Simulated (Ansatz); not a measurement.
# CdS: energy above lowest point against volume scale

Free energy against uniform scaling of the volume at fixed shape and fractions; periodic cell, basis, potentials, k mesh and filling as listed. The results are calculated, by Ansatz 0.2.0.

The cell before it is scaled or strained (space group F-43m, No. 216):
```
CELL_PARAMETERS angstrom
0.00000 2.92620 2.92620
2.92620 0.00000 2.92620
2.92620 2.92620 0.00000
ATOMIC_POSITIONS crystal
Cd 0.00000 0.00000 0.00000
S 0.25000 0.25000 0.25000
```

Settings of every row: functional PBE; dispersion none; potentials PAW; wave cutoff 500 eV; density cutoff 2000 eV; k mesh 6x6x6; k shift 0x0x0; occupations fixed; smearing width 0 eV; spin none.

| row | volume scale | V (Å³/atom) | energy above lowest point (meV/atom) |
| --- | --- | --- | --- |
| 1 | 0.9406 | 23.568 | 46.2 |
| 2 | 0.9703 | 24.312 | 21 |
| 3 | 1 | 25.056 | ? |
| 4 | 1.0297 | 25.8 | 0 |
| 5 | 1.0594 | 26.544 | 1.3 |

Question: what energy above lowest point should row 3 give?

Worked fit of energy above lowest point. Take u = (V_r/V)^(2/3) − 1 with V_r = 25.056 Å³ an atom, which is twice the finite (Eulerian) strain; such expansions in the strain, on which the Birch-Murnaghan equation of state is built, carry the rest volume and the bulk modulus. The shown rows have u = 0.04166, 0.0203, -0.01932, -0.03773. Least squares give energy above lowest point = 6.11 + 523.3 × u + 10519 × u² meV/atom; a straight line predicts inner rows, each left out in turn, worse (root mean square 9.6 against 0.18 meV/atom). The rows lie off it by 0.0, -0.1, 0.1, 0.0. Its lowest point lies at u = -0.0249, or V = 26.02 Å³ an atom, and the curvature there gives the bulk modulus at fixed shape and fractions, B = (4/9)(1 + u)² E″(u)/V = 54.7 GPa. The withheld row has u = 0, so the fit gives 6.11 + 523.3 × (0) + 10519 × (0)² = 6.1 meV/atom.

The calculation gave 6.1 meV/atom. The fit meets it to the printed digit.
